**Problem: screened hydrogenic orbitals in Nd²⁺**

The table lists the occupied orbitals of Nd²⁺ ($Z=60$, [Xe] 4f⁴) from Dirac-Hartree-Fock averaged over the configuration. Here $n$ and $l$ are the principal and orbital quantum numbers, $\varepsilon$ is the orbital energy, $\langle r\rangle$, $\langle 1/r\rangle$ and $\langle r^2\rangle$ are radial averages, and $r_\text{max}$ is the peak of the radial probability density. The electron count is per $nl$ shell: 4f5/2 and 4f7/2 share four electrons in the ratio 6 : 8. Formulas are in atomic units (1 hartree = 27.2 eV).

Occupied orbitals of Nd²⁺ (Z = 60, [Xe] 4f⁴), calculated with B-spline radial code 1 for a spherical atom at the basis-set limit. The method is Dirac-Coulomb Hartree-Fock, averaged over the configuration of nl shells, with a Fermi nucleus. r_max is the radius where the radial probability density peaks.

| orbital | n | l | electrons in the nl shell | ε, Dirac (eV) | <r> (bohr) | r_max (bohr) | <1/r> (1/bohr) | <r²> (bohr²) |
| --- | --- | --- | --- | --- | --- | --- | --- | --- |
| 1s1/2 | 1 | 0 | 2 | -43835 | 0.023625 | 0.01510 | 66.044 | 0.0007597 |
| 2s1/2 | 2 | 0 | 2 | -7211.7 | 0.10038 | 0.08556 | 15.653 | 0.01195 |
| 2p1/2 | 2 | 1 | 6 | -6805.6 | 0.084311 | 0.06516 | 15.593 | 0.008771 |
| 2p3/2 | 2 | 1 | 6 | -6283.9 | 0.090680 | 0.07057 | 14.025 | 0.01002 |
| 3s1/2 | 3 | 0 | 2 | -1622.1 | 0.26487 | 0.2433 | 5.6892 | 0.08030 |
| 3p1/2 | 3 | 1 | 6 | -1448.1 | 0.25499 | 0.2306 | 5.5914 | 0.07558 |
| 3p3/2 | 3 | 1 | 6 | -1341.6 | 0.26715 | 0.2421 | 5.2020 | 0.08277 |
| 3d3/2 | 3 | 2 | 10 | -1042.5 | 0.23889 | 0.1941 | 5.0572 | 0.06723 |
| 3d5/2 | 3 | 2 | 10 | -1019.8 | 0.24271 | 0.1974 | 4.9586 | 0.06926 |
| 4s1/2 | 4 | 0 | 2 | -353.58 | 0.60741 | 0.5651 | 2.3365 | 0.4159 |
| 4p1/2 | 4 | 1 | 6 | -285.78 | 0.62490 | 0.5735 | 2.2290 | 0.4437 |
| 4p3/2 | 4 | 1 | 6 | -262.53 | 0.65131 | 0.5974 | 2.1069 | 0.4819 |
| 4d3/2 | 4 | 2 | 10 | -149.41 | 0.70334 | 0.6153 | 1.8794 | 0.5737 |
| 4d5/2 | 4 | 2 | 10 | -145.24 | 0.71340 | 0.6236 | 1.8470 | 0.5900 |
| 5s1/2 | 5 | 0 | 2 | -63.105 | 1.4986 | 1.336 | 0.87553 | 2.522 |
| 5p1/2 | 5 | 1 | 6 | -42.642 | 1.6740 | 1.460 | 0.77694 | 3.169 |
| 5p3/2 | 5 | 1 | 6 | -39.377 | 1.7561 | 1.529 | 0.73439 | 3.487 |
| 4f5/2 | 4 | 3 | 4 | -22.701 | 1.0230 | 0.6680 | 1.2932 | 1.373 |
| 4f7/2 | 4 | 3 | 4 | -22.323 | 1.0347 | 0.6735 | 1.2803 | 1.407 |

The simple pattern to be tested treats each orbital as hydrogenic in its own screened charge $Z_\text{eff}$:

$$\langle r\rangle=\frac{3n^2-l(l+1)}{2Z_\text{eff}},\quad \langle r^2\rangle=\frac{n^2[5n^2+1-3l(l+1)]}{2Z_\text{eff}^2},\quad \langle 1/r\rangle=\frac{Z_\text{eff}}{n^2},\quad |\varepsilon|=\frac{Z_\text{eff}^2}{2n^2}.$$

**(a) Without fitting any charge, find the orbitals whose shape is not hydrogenic, and by how much.**

*Solution.* The charge cancels in $A=\langle r^2\rangle/\langle r\rangle^2$, which measures the relative width of the orbital. For 4f the hydrogenic value is $(16\cdot45/2)/(36/2)^2=360/324=1.111$, while the table gives $1.373/1.0230^2=1.312$ for 4f5/2. The excess is 18 % of the hydrogenic value, and 4f7/2 shows the same. Rounding of the table moves $A$ by 0.05 % at most.

No other row exceeds the hydrogenic $A$ by more than 3.1 %, the value for 3d3/2. The s and p rows with $n\ge3$ agree within 1 %. The excess of 2.1 % for 1s is mostly relativistic: the Dirac solution for a bare point charge of 60 has $A=1.357$ against 1.361 from the table and 1.333 without relativity.

The agreement in $A$ does not make the outer s and p orbitals hydrogenic. The ratio $\langle r\rangle/r_\text{max}$ lies 19 to 22 % above its hydrogenic value for 5s and 5p, and $\langle r\rangle\langle 1/r\rangle$ lies 11 to 13 % below. A plausible reading is that the electron crosses the core faster than a constant charge would allow, so the inner lobes lose weight and $\langle 1/r\rangle$ drops; the closeness of $A$ may then be partly a cancellation. On these two ratios 4f is still the extreme row, at +36 % and +18 %, and the second has the opposite sign to 5s and 5p.

**(b) Construct a smooth relation between binding and size, and size the breaks in $\varepsilon$ against it.**

*Solution.* Each row yields two charges, $Z_r=[3n^2-l(l+1)]/2\langle r\rangle$ from the size and $Z_\varepsilon=n\sqrt{2|\varepsilon|}$ from the energy. In a pure Coulomb field $q=Z_\varepsilon/Z_r=1$. In the ion $q$ is 0.89 for 1s and near 0.4 for 5s and 5p, and the decline has a simple limiting case. A spherical shell of $N$ electrons at radius $R$ wholly outside an orbital adds the constant $N/R$ to its potential. This raises $\varepsilon$ and leaves the wave function untouched, which is how $A$ can stay hydrogenic while $q$ falls well below one.

A least-squares line through the 17 rows other than 4f gives $q=0.452-0.123\ln\langle r\rangle$, with $\langle r\rangle$ in bohr and an rms scatter of 0.027. The two constants only describe the trend. The 4f rows, the open shell under test, were left out. For 4f5/2:

$$Z_r=\frac{18}{1.0230}=17.6,\qquad q=0.452-0.123\ln 1.0230=0.449,\qquad Z_\varepsilon=0.449\times17.6=7.90,$$

$$|\varepsilon|=\frac{7.90^2}{32}=1.95\ \text{hartree}\approx53\ \text{eV}.$$

The table has 22.701 eV, which is 0.43 of the estimate and about 30 eV short; the actual $q$ is 0.294, below the line by nearly six times the scatter. The result does not hinge on the form of the line, because the neighbours in size, 4d and 5s, have $q=0.444$ and 0.430. With 4f included in the fit its residual shrinks to $-0.127$, still twice the next largest.

A second, milder break is the d shells, which were part of the fit: $|\varepsilon|$ is 0.80 to 0.81 of the line for 4d and 0.90 to 0.92 for 3d. The line also underestimates 5s and 5p3/2 by a factor of 1.14, so it is a yardstick good to 10 or 20 % and no better.

The 4f break is large enough to invert the order. The $\langle r\rangle$ of 4f5/2 is 0.683 of that of 5s, yet its binding is 0.360 of the 5s binding. Inside $n=4$ the hydrogenic order of sizes is reversed as well: at equal charge 4f would have 0.750 of the $\langle r\rangle$ of 4s, and it has 1.684.

**(c) Name the cause, and decide what part repulsion within the 4f shell and relativity play.**

*Solution.* A nodeless hydrogenic orbital, $r^n e^{-\zeta r}$, has one length: its peak is at $n/\zeta$ and $\zeta=\sqrt{2|\varepsilon|}$. Two limits bracket 4f. If it stayed outside all other electrons it would see a charge of 3, with $\langle r\rangle=18/3=6$ bohr and $|\varepsilon|=9/32$ hartree, or 7.7 eV. If it were hydrogenic with the charge implied by its peak, $16/0.6680=24$, it would have $\langle r\rangle=0.75$ bohr and $|\varepsilon|=24^2/32=18$ hartree. The calculated orbital has the peak of the second limit and an energy much nearer the first. The ratio of $n/r_\text{max}$ to $\sqrt{2|\varepsilon|}$ expresses this: it is 1.17, 1.32, 1.76 and 4.64 for 1s, 2p3/2, 3d5/2 and 4f7/2. The comparison is cleanest for 4f, since Hartree-Fock tails at very large $r$ all follow the least bound level.

The energy balance shows what has happened. The same calculation gives the weight $w$ of the small component of each orbital, and $t=2c^2w$, with $c$ the speed of light, equals $|\varepsilon|$ for a Dirac hydrogenic state and tends to the kinetic energy for a slow electron. Summed over all electrons it gives 9623.7 hartree, matching the total energy of $-9624.6$ hartree to 0.01 % as the virial theorem demands. It lies 7.3 % below the Dirac kinetic energy, so it serves as a kinetic energy only for outer rows, and least well for s and p1/2. For 4f5/2, $t=14.50$ hartree and the nuclear attraction $-Z\langle1/r\rangle$ is $-77.6$; with $\varepsilon=-0.83$, the repulsion by the other electrons is 62.3. The level is a remainder of 6 % of the kinetic energy, against 20 % for 4d and 26 to 31 % for 5p and 5s.

Theory links this remainder to the slope of the screening. For a local potential $-Z_\text{eff}(r)/r$ the virial theorem reads $2t=\langle Z_\text{eff}/r\rangle-\langle Z_\text{eff}'\rangle$, and $\varepsilon=t-\langle Z_\text{eff}/r\rangle$, so

$$\frac{|\varepsilon|}{t}=1-\frac{\langle|Z_\text{eff}'|\rangle}{t}.$$

Exchange is not local, so this holds approximately. An orbital keeps the ratio high by sampling the deep interior, where $t$ is large compared with the slope. The centrifugal term forbids this for $l=3$. Since $\langle1/r^2\rangle\ge\langle1/r\rangle^2$, that term is at least $6\times1.2932^2=10.03$ hartree, 69 % of $t$; the same bound is 38 % for 4d5/2 and 10 % for 5p3/2. The consequence is visible in the repulsion divided by $\langle1/r\rangle$, an effective number of screening electrons: 48.1 for 4f5/2 against 42.4 for 4d5/2, although the 4f5/2 peak lies only 7 % outside the 4d5/2 peak. The 4f electron is screened about as fully as 5s (48.7) while its $t$ is nearly twice as large.

The width follows by argument. Where $Z_\text{eff}$ falls quickly, the attraction dies faster than $1/r$ and nearly cancels against $6/r^2$, so the outer wall of the well flattens into a shelf that lies above $\varepsilon$ by little compared with $t$. The steep inner well fixes the peak, the shelf lets the function leak outward, and $\langle r^2\rangle$ weighs the leak most. The numbers show the cancellation and the two lengths; the shape of the well is inferred from them.

Repulsion inside the 4f shell contributes, but a similar push from the 4f electrons also acts on 5p. With the Slater integrals $F^0$ of the same calculation, frozen orbitals and exchange neglected, three partners give $3\times24.75=74.3$ eV, which is 4.4 % of the repulsion on 4f. That exceeds $|\varepsilon|$, so it matters to the absolute level, but the four 4f electrons also raise 5p3/2 by $4\times16.50=66.0$ eV. The difference of 8.3 eV is half the 16.7 eV between 4f5/2 and 5p3/2. This compares 4f with one other shell and does not say how much of the 30 eV break would remain without the repulsion. A cleaner test would be an ion with a single 4f electron, such as La²⁺ in the configuration 4f¹, where repulsion within the shell is absent.

Spin-orbit coupling is too small to be the cause: the two 4f rows differ by 0.38 eV and by 1.1 % in $\langle r\rangle$. The Breit shift, which $\varepsilon$ omits, is 0.1 eV or less for 4f. The indirect relativistic effect, contracted s and p shells screening f more fully, acts in the direction of the break, but every row is relativistic and its share is not separated here.

The break is a property of uncorrelated, configuration-averaged orbital energies. The value $-\varepsilon=22.32$ eV for 4f7/2 is near the tabulated semi-empirical ionisation energy of 22.09 eV by cancellation of errors: the difference of total energies gives 18.57 eV, lower by 3.75 eV mainly because the ion relaxes, while correlation is absent and the tabulated value refers to the lowest level, not the average.

The mechanism predicts the direction for neighbours. A higher ionic or nuclear charge deepens the inner well against the shelf, so 4f should narrow and $A$ should move toward 1.111, much as the deeply bound 3d here is only 3 % too wide. A lower charge lets the level rise toward the shelf and, in the end, toward the outer limit, the reverse of orbital collapse. A break of the same kind, probably weaker because the barrier is only $3/r^2$, should appear for 3d in an ion where it is the valence shell.
